# Shifted QR as inverse iteration and cubic convergence

## Premises and conventions

$T$ is a real symmetric tridiagonal $n\times n$ matrix with diagonal $a_1,\dots,a_n$ and off-diagonal $b_1,\dots,b_{n-1}$, such as the Householder reduction of a Fock or Kohn–Sham matrix in an orthonormal basis. It is *unreduced*: every $b_j\neq0$. Arithmetic is exact unless stated. Norms are Euclidean for vectors and spectral for matrices, and a flop is one addition or multiplication. With $a\equiv a_n$, $b\equiv b_{n-1}$ and $\hat e$ the last unit vector of length $n-1$,

$$T=\begin{pmatrix}\hat T& b\hat e\\ b\hat e^{T}& a\end{pmatrix},\qquad M=\hat T-sI,\qquad g=\hat e^{T}M^{-1}\hat e,\qquad h=\hat e^{T}M^{-2}\hat e .$$

$\delta$ is the distance from the shift $s$ to the nearest eigenvalue of $\hat T$, so $\|M^{-1}\|=1/\delta$, and $\gamma$ is the smallest spacing of the eigenvalues of $T$. One step is

$$T-sI=QR,\qquad T'=RQ+sI,\tag{1}$$

with $R=G_{n-1}\cdots G_1(T-sI)$ and $Q=G_1^T\cdots G_{n-1}^T$. The rotation $G_j$ acts on rows $j,j+1$ as $\begin{pmatrix}c_j&\sigma_j\\-\sigma_j&c_j\end{pmatrix}$, where $c_j=\pi_j/r_{jj}$, $\sigma_j=b_j/r_{jj}$, $r_{jj}=(\pi_j^2+b_j^2)^{1/2}$ and $\pi_j$ is the current $(j,j)$ entry. The Rayleigh shift is $s=a$. The Wilkinson shift is the eigenvalue of the trailing $2\times2$ block nearer to $a$,

$$s_W=a-\frac{\operatorname{sgn}(\eta)\,b^2}{|\eta|+\sqrt{\eta^2+b^2}},\qquad \eta=\tfrac12(a_{n-1}-a),\qquad \operatorname{sgn}(0)\equiv+1.\tag{2}$$

## Statement

**A.** $T'=Q^TTQ$ is symmetric and tridiagonal. All $b'_j$ with $j<n-1$ are non-zero, and $b'_{n-1}=0$ if and only if $s$ is an eigenvalue of $T$.

**B.** The last column of $Q$ obeys $(T-sI)q_n=r_{nn}e_n$. It is one normalised step of inverse iteration on $e_n$. Over many steps with the Rayleigh shift, the last column of the accumulated product of the $Q$ is the Rayleigh-quotient iterate started from $e_n$, and $|b|$ is its residual norm.

**C.** For any shift with $\delta>0$, and with $f=a-s-b^2g$,

$$|b'|=\frac{|f|\,|b|\sqrt h}{1+b^2h},\qquad a'=s+\frac{f}{1+b^2h}.\tag{3}$$

**D.** The Rayleigh shift gives $|b'|\le|b|^3/\delta^2$. Once $|b|\le\gamma/4$, the bound $2|b'|/\gamma\le(2|b|/\gamma)^3$ holds at this and every later step. There is no global convergence: for $n=2$ and $a_1=a_2$ the step returns $|b'|=|b|$.

**E.** The Wilkinson shift gives $|b'|\le|b|^3b_{n-2}^2/(|p|\,\delta^3)$ with $p=a_{n-1}-s_W$ and $|p|\ge|b|$. For $n=2$ it gives $b'=0$.

**F.** With $\nu$ steps per eigenvalue, the eigenvalues of $T$ cost $O(n^2)$ flops and the accumulation of eigenvectors $3\nu n^3$, which is $6n^3$ for $\nu=2$. The reduction of a dense matrix to $T$ costs a further $\tfrac43n^3$.

## Proof of A

Since $Q$ is orthogonal, $R=Q^T(T-sI)$, so $RQ+sI=Q^T(T-sI)Q+sI=Q^TTQ$. This is symmetric and has the spectrum of $T$.

The rotations $G_1,\dots,G_{j-1}$ touch only rows $1$ to $j$. When $G_j$ is formed the $(j+1,j)$ entry is therefore still $b_j$, which $G_j$ annihilates, and $r_{jj}\ge|b_j|>0$, $\sigma_j\ne0$ for $j<n$. Row $j$ of $R$ mixes rows that end at columns $j+1$ and $j+2$, so $R$ has three non-zero diagonals.

Consider $Qe_j=G_1^T\cdots G_{n-1}^Te_j$ for $j<n$. The factors with index above $j$ leave $e_j$ unchanged, $G_j^T$ turns it into $c_je_j+\sigma_je_{j+1}$, and the remaining factors act on components $1$ to $j$ only. Hence $Q$ is upper Hessenberg with $q_{j+1,j}=\sigma_j$. In $(RQ)_{ij}=\sum_kr_{ik}q_{kj}$ the terms need $i\le k\le j+1$. The product vanishes for $i>j+1$, and by symmetry for $j>i+1$, so it is tridiagonal. For $i=j+1$ a single term survives, and so it does for $i=j=n$:

$$b'_j=r_{j+1,j+1}\,\sigma_j,\qquad a'-s=r_{nn}q_{nn}.\tag{4}$$

Thus $b'_j\neq0$ for $j<n-1$. Because $\det Q=1$, $\det(T-sI)=\prod_jr_{jj}$, which vanishes exactly when $r_{nn}=0$. An exact shift then makes the whole last row of $RQ$ zero, with $a'=s$.

## Proof of B

Symmetry enters here. Transposing the factorisation in (1) gives $T-sI=R^TQ^T$, so $(T-sI)Q=R^T$. The matrix $R^T$ is lower triangular, and its last column is $r_{nn}e_n$:

$$(T-sI)\,q_n=r_{nn}e_n.\tag{5}$$

For a shift outside the spectrum, $q_n=r_{nn}(T-sI)^{-1}e_n$ and $|r_{nn}|=1/\|(T-sI)^{-1}e_n\|$. For an exact shift $q_n$ is the eigenvector.

Let $T_0=T$, $U_k=Q_0\cdots Q_{k-1}$ and $x_k=U_ke_n$, so that $T_k=U_k^TTU_k$ and $x_0=e_n$. Applying (5) to $T_k$,

$$x_{k+1}=U_kQ_ke_n=r^{(k)}_{nn}\,U_k(T_k-s_kI)^{-1}e_n=r^{(k)}_{nn}\,(T-s_kI)^{-1}x_k .$$

Further, $a^{(k)}=e_n^TT_ke_n=x_k^TTx_k$ is the Rayleigh quotient of $x_k$, and

$$\|(T-a^{(k)}I)x_k\|=\|(T_k-a^{(k)}I)e_n\|=|b^{(k)}|,$$

because the last column of $T_k-a^{(k)}I$ holds the single entry $b^{(k)}$. The choice $s_k=a^{(k)}$ is therefore Rayleigh-quotient iteration on the original matrix, carried out without solving a nearly singular linear system.

## Proof of C

Write $q_n=(y,\xi)$. The first $n-1$ rows of (5) read $My+b\xi\hat e=0$, so $y=-b\xi M^{-1}\hat e$. The last row reads $b\hat e^Ty+(a-s)\xi=r_{nn}$, so $r_{nn}=\xi f$. Normalisation gives $\xi^2(1+b^2h)=1$. The last row of the Hessenberg matrix $Q$ has only the entries $\sigma_{n-1}$ and $q_{nn}=\xi$, and it has unit length:

$$\sigma_{n-1}^2=1-\xi^2=\frac{b^2h}{1+b^2h}.$$

Inserting into (4) gives $|b'|=|f||\xi||\sigma_{n-1}|$ and $a'-s=f\xi^2$, which is (3). No expansion in $b$ has been made. One power of $b$ comes from the angle between $q_n$ and $e_n$. The other powers come from $f$, and so from the choice of shift. A fixed shift leaves $f$ finite as $b\to0$, and convergence is linear.

## Proof of D

For $s=a$, $f=-b^2g$ and (3) becomes

$$|b'|=\frac{|b|^3\,|g|\sqrt h}{1+b^2h},\qquad a'=a-\frac{b^2g}{1+b^2h}.\tag{6}$$

The Cauchy–Schwarz inequality gives $|g|\le\|M^{-1}\hat e\|=\sqrt h\le1/\delta$. Two bounds follow: $|b'|\le|b|^3/\delta^2$, and $|b'|\le|b|\,b^2h/(1+b^2h)<|b|$. The second shows that $|b|$ decreases whenever $\delta>0$, but the factor tends to one as $h\to\infty$.

The cubic bound is useful only if $\delta$ stays away from zero. First, $\gamma>0$. Deleting the first row and last column of $T-\lambda I$ leaves a triangular matrix with diagonal $b_1,\dots,b_{n-1}$, so the rank is at least $n-1$ and every eigenvalue is simple. Second, $T$ differs from the block matrix $\operatorname{diag}(\hat T,a)$ by a matrix with eigenvalues $\pm b$ and $0$, of norm $|b|$. By Weyl's inequality the ordered eigenvalues of the two matrices differ pairwise by at most $|b|$. The number $a$ is paired with some $\lambda_j$, and each eigenvalue $\mu$ of $\hat T$ with some $\lambda_i$, $i\ne j$. Hence $|\mu-a|\ge|\lambda_i-\lambda_j|-2|b|$, and

$$\delta\ge\gamma-2|b|.$$

If $|b|\le\gamma/4$ then $\delta\ge\gamma/2$ and $|b'|\le4|b|^3/\gamma^2$, which is $2|b'|/\gamma\le(2|b|/\gamma)^3$. This implies $|b'|\le|b|/4$, and $\gamma$ is invariant under the similarity, so the condition holds again at the next step. By (6) the changes of $a$ are bounded by $2b^2/\gamma$. They are summable, $a^{(k)}$ converges, and the limit is an eigenvalue because the residual tends to zero. In the limit $\delta$ tends to the gap between that eigenvalue and its own nearest neighbour, which may be much larger than $\gamma$.

The eigenvalue is obtained to higher order than $b$. At $s=\lambda_j$ one has $r_{nn}=0$, hence $f=0$ and $a-\lambda_j=b^2g(\lambda_j)$. The pairing gives $|\mu-\lambda_j|\ge\gamma-|b|$, so

$$|a-\lambda_j|\le\frac{b^2}{\gamma-|b|}.$$

**The $2\times2$ case in closed form.** Let $d=a_1-a_2$ and $s=a_2$. Then $r_{11}=(d^2+b^2)^{1/2}$, $c=d/r_{11}$, $\sigma=b/r_{11}$, and

$$R=\begin{pmatrix}r_{11}&cb\\0&-\sigma b\end{pmatrix},\qquad Q=\begin{pmatrix}c&-\sigma\\ \sigma&c\end{pmatrix}.$$

By (4), $b'=-\sigma^2b$ and $a_2'=a_2-c\sigma b$. The trace is conserved, so $d'=d+2c\sigma b$:

$$b'=-\frac{b^3}{d^2+b^2},\qquad d'=d\,\frac{d^2+3b^2}{d^2+b^2}.\tag{7}$$

Define $u$ by $\sinh u=d/2|b|$. From (7), $d'/2|b'|=d(d^2+3b^2)/2|b|^3=4\sinh^3u+3\sinh u=\sinh3u$. With the invariant splitting $\Delta=(d^2+4b^2)^{1/2}=\gamma$,

$$u_k=3^ku_0,\qquad |b_k|=\frac{\Delta}{2\cosh u_k},\qquad d_k=\Delta\tanh u_k.\tag{8}$$

For large $|u|$, $|b|/\Delta\approx e^{-|u|}$, and tripling $u$ cubes $|b|/\Delta$. The order is exactly three, so the bound of D cannot be raised in general. The point $u=0$, that is $a_1=a_2$, is a fixed point of $|b|$ and $d$. It is unstable with multiplier 3, and the sign of $d$ decides the limit: $a_2$ tends to the lower eigenvalue for $d>0$.

## Proof of E

The shift (2) is a root of $(a-s)(a_{n-1}-s)=b^2$, so $a-s_W=b^2/p$. Being the root nearer to $a$, it has $|a-s_W|\le|b|$, as the denominator in (2) is at least $|b|$. Hence $|p|\ge|b|$. Let $D_m$ be the determinant of the leading $m\times m$ block of $T-s_WI$, with $D_0=1$. Cramer's rule gives $g=D_{n-2}/D_{n-1}$, and expansion along the last row gives $D_{n-1}=pD_{n-2}-b_{n-2}^2D_{n-3}$. Then

$$f=b^2\left(\frac1p-\frac{D_{n-2}}{D_{n-1}}\right)=-\frac{b^2\,b_{n-2}^2}{p}\,\frac{D_{n-3}}{D_{n-1}}.$$

By Jacobi's identity for complementary minors, $D_{n-3}/D_{n-1}$ is the determinant of the trailing $2\times2$ block of $M^{-1}$. That block has norm at most $1/\delta$, so the determinant is at most $1/\delta^2$ in magnitude. With $\sqrt h\le1/\delta$, (3) gives the bound of E. While $\delta$ is bounded below, convergence is at least quadratic through $|p|\ge|b|$, and cubic when $|p|$ stays away from zero. The factor $b_{n-2}^2$ speeds it further when $b_{n-2}$ also shrinks. For $n=2$ the trailing block is $T$ itself, $s_W$ is an eigenvalue, and A gives $b'=0$. That $b^{(k)}\to0$ from every unreduced start is a separate theorem (Wilkinson, 1968), quoted here without proof.

## Proof of F

A step on an active block of order $m$ uses $m-1$ rotations. Each changes a fixed number of entries of the banded matrices, at a cost of $\kappa$ flops independent of $m$. When $|b|$ is negligible the last row and column are dropped and $m$ falls by one. With $\nu$ steps at each order the number of rotations is

$$N_{\rm rot}=\nu\sum_{m=2}^n(m-1)=\tfrac12\nu\,n(n-1).$$

The eigenvalues cost $\kappa N_{\rm rot}\approx\tfrac12\kappa\nu n^2$. The theory above does not fix $\nu$; typical practice with the Wilkinson shift is a value near or somewhat below 2.

For eigenvectors, each rotation is also applied to two full columns of an $n\times n$ matrix $Z$. Each row needs $(z,z')\to(cz+\sigma z',\,cz'-\sigma z)$, four multiplications and two additions. The cost is $6nN_{\rm rot}=3\nu n^2(n-1)$, about $6n^3$ for $\nu=2$. Interior $b_j$ that vanish early split the matrix and lower this count.

In the Householder reduction, the stage with trailing order $m$ needs a symmetric matrix–vector product ($2m^2$) and a rank-two update of one triangle ($m^2/2$ entries at four flops, $2m^2$). The sum $\sum_m4m^2$ has leading term $\tfrac43n^3$. Forming the starting $Z$ from the reflectors, last one first, again costs $4m^2$ per stage and $\tfrac43n^3$ in all. For a dense matrix the eigenvalues alone thus cost $\tfrac43n^3$ to leading order, dominated by the reduction, and the full decomposition costs $(\tfrac83+3\nu)n^3$, or $8.7n^3$ for $\nu=2$.

## Range of validity

1. **Symmetry.** The third power needs $T=T^T$. For an unsymmetric Hessenberg matrix with last column $(v,a)$, the relation $q_n^T(H-sI)=r_{nn}e_n^T$ gives $f=-b\,\hat e^TM^{-1}v$ at the Rayleigh shift. This is of order $b$, and convergence is in general quadratic. A Hermitian tridiagonal matrix is made real by a diagonal matrix of phases. A generalised problem $HC=SC\varepsilon$ must first be brought to an orthonormal basis.
2. **Unreduced blocks.** A zero $b_j$ splits $T$, and the statements apply block by block. An exactly degenerate level, such as the orbital pairs of Hückel benzene, forces such a split.
3. **Gap.** The cubic law is local. It is guaranteed for $|b|\le\gamma/4$, and for closely spaced levels this threshold is correspondingly small.
4. **Rayleigh shift on paired spectra.** Take a chain with all $a_j=\alpha$ and even $n$, and put $A=T-\alpha I$, whose determinant $\pm(b_1b_3\cdots b_{n-1})^2$ is non-zero. Column $j$ of $A$ lives on sites of parity opposite to $j$. The columns of $Q$ are their Gram–Schmidt orthogonalisation up to sign, and columns with disjoint support do not mix, so $q_j$ keeps that parity and $q_j^TAq_j=0$. The diagonal and the shift stay at $\alpha$ for ever, and $x_k\propto A^{-k}e_n$. The spectrum of $A$ comes in pairs $\pm\lambda$. No eigenvector has a zero last component, since the three-term recurrence would then make it vanish. So $x_k$ approaches the plane of the smallest pair and $|b^{(k)}|=\|Ax_k\|\to|\lambda|_{\min}$, which is $0.618|\beta|$ for Hückel butadiene. For odd $n$ the determinant vanishes and the shift $\alpha$ is exact.
5. **Rounding.** With unit roundoff $\epsilon$, the standard result is that the computed step is the exact step for $T+E$, with $\|E\|$ a modest multiple of $\epsilon\|T\|$. Eigenvalues carry absolute rounding errors of that size, and one deflates when $|b|\le\epsilon(|a_{n-1}|+|a_n|)$.

## Illustration: Hückel ethylene

The $\pi$ Hamiltonian in the two orthonormal carbon $2p$ orbitals $e_1,e_2$ is $T=\begin{pmatrix}\alpha&\beta\\ \beta&\alpha\end{pmatrix}$. The inputs are $\alpha=-7.5$ eV and $\beta=-3.0$ eV.

**Rayleigh shift.** Here $s=\alpha$, $d=0$, $c=0$, $\sigma=-1$:

$$Q=\begin{pmatrix}0&1\\-1&0\end{pmatrix},\qquad R=|\beta|\begin{pmatrix}1&0\\0&-1\end{pmatrix},\qquad T'=\begin{pmatrix}\alpha&-\beta\\-\beta&\alpha\end{pmatrix}.$$

Only the sign of $\beta$, an orbital phase, has changed. Statement B explains why. With $\phi_\pm=(e_1\pm e_2)/\sqrt2$ at $\alpha\pm\beta$, the start vector is $e_2=(\phi_+-\phi_-)/\sqrt2$. The shift lies midway between the levels, so $(T-\alpha I)^{-1}$ multiplies the two components by $1/\beta$ and $-1/\beta$ and returns $e_1/\beta$. The iterate hops between the atoms, and neither molecular orbital gains weight. The bound of D is void since $\delta=|a_1-s|=0$. For these inputs $c=0$ and $\sigma=\pm1$ are exact in binary arithmetic, so rounding does not end the stall.

**Wilkinson shift.** With $\eta=0$, (2) gives $s_W=\alpha-|\beta|=-10.5$ eV. Then $T-s_WI=|\beta|\begin{pmatrix}1&-1\\-1&1\end{pmatrix}$, $r_{11}=\sqrt2|\beta|=4.243$ eV, $c=-\sigma=1/\sqrt2$, and

$$R=r_{11}\begin{pmatrix}1&-1\\0&0\end{pmatrix},\qquad Q=\frac1{\sqrt2}\begin{pmatrix}1&1\\-1&1\end{pmatrix},\qquad RQ=\begin{pmatrix}2|\beta|&0\\0&0\end{pmatrix}.$$

One step gives $T'=\operatorname{diag}(-4.5,-10.5)$ eV, and $q_2=\phi_+$ is the bonding orbital. The other sign convention at the tie delivers $\phi_-$ in the last column.

**Near the stall.** Let $a_{1,2}=\alpha\pm d_0/2$ with an illustrative $d_0=0.060$ eV. Across a typical C=C distance of 1.34 Å this corresponds to an unscreened field of 0.045 V/Å. Then $\Delta=6.0003$ eV, $u_0=0.0099998$, and the levels are $-10.50015$ and $-4.49985$ eV. The Wilkinson shift equals the lower one and again finishes in one step. The Rayleigh shift follows (7):

| $k$ | $d_k$ (eV) | $\lvert b_k\rvert$ (eV) |
|---|---|---|
| 1 | 0.1800 | 2.9988 |
| 2 | 0.5386 | 2.9880 |
| 3 | 1.5818 | 2.8940 |
| 4 | 4.0177 | 2.2283 |
| 5 | 5.9080 | 0.5242 |
| 6 | 6.0003 | $4.095\times10^{-3}$ |
| 7 | 6.0003 | $1.907\times10^{-9}$ |

In the first steps $d$ nearly triples while $|b|$ hardly moves. The threshold $\gamma/4=1.50$ eV is first met at $k=5$, where the bound $|b_5|^3/d_5^2=4.127\times10^{-3}$ eV lies just above $|b_6|$. At $k=6$ the diagonal entry lies $(\Delta-d_6)/2=2.794\times10^{-6}$ eV above the lower level, of second order in $b_6$ as shown under D. By (8), $|b_k|/\Delta\le10^{-16}$ requires $3^ku_0\ge\ln10^{16}=36.84$, that is $k\ge7.5$, or eight steps. An asymmetry at rounding level, $u_0\approx10^{-16}$, would need $k\ge36.8$ by the same formula.

The digits above describe the algorithm on the model matrix, and the levels are the model's. The inputs were chosen so that the bonding level reproduces the typical $\pi$ ionisation energy of about 10.5 eV and the splitting $2|\beta|=6.0$ eV falls between the typical vertical triplet and singlet $\pi\to\pi^*$ energies of about 4.4 and 7.7 eV, which a one-electron model cannot separate; read as an attachment energy, the upper level is too deep by roughly 6 eV, since the $\pi^*$ anion state is typically unbound by about 1.8 eV. The step counts depend only on $d_0/2|\beta|$ and not on this calibration.